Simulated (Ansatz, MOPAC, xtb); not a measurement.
How methods differ on GaH3S (SMILES [SH][GaH2])

GaH3S, singlet, SMILES `[SH][GaH2]`. Each level relaxes the structure for itself.

Quantity: the highest harmonic wavenumber at each level's own minimum, in cm⁻¹. The values are calculated.

```csv
level,kind,program,value (cm⁻¹)
MNDO,semi-empirical,MOPAC,3043
PM6-D3,semi-empirical,MOPAC,2678
PM6-D3H4,semi-empirical,MOPAC,2680
GFN2-xTB,semi-empirical,xtb,2360
HF/STO-3G,Hartree–Fock,Ansatz,3278
HF/3-21G,Hartree–Fock,Ansatz,2644
HF/6-31G* (Cartesian functions),Hartree–Fock,Ansatz,2899
PBE/def2-SVP,GGA,Ansatz,2621
PBE0-D4/def2-TZVP,global hybrid,Ansatz,2719
B3LYP/6-31G* (Cartesian functions),global hybrid,Ansatz,2678
```

All-electron rows without a relativistic Hamiltonian named are non-relativistic. Harmonic and unscaled. The values span 2360 to 3278 cm⁻¹. Without the sets that lack polarisation functions the rows with a basis span only 2621 to 2899 cm⁻¹.

The highest mode is almost certainly the S–H stretch. Hydrogen carries most of the motion in both S–H and Ga–H stretching, so the reduced masses are similar and the order follows the force constants. The shorter, stronger S–H bond, formed with a more compact sulfur valence orbital, therefore lies above the Ga–H bonds.

The three density functionals place this stretch between 2621 and 2719 cm⁻¹, whereas HF/6-31G* gives 2899 cm⁻¹, probably because missing electron correlation leaves the bond too stiff. HF/3-21G, at 2644 cm⁻¹, falls within the density-functional range, but the higher value from the polarised basis suggests cancellation of errors rather than a better description. The semi-empirical methods show no common bias: MNDO lies above that range and GFN2-xTB below it, while the two PM6 variants fall inside and barely differ from each other. Agreement on this largely local stretch is no test of how well a method describes the Ga–S bond.
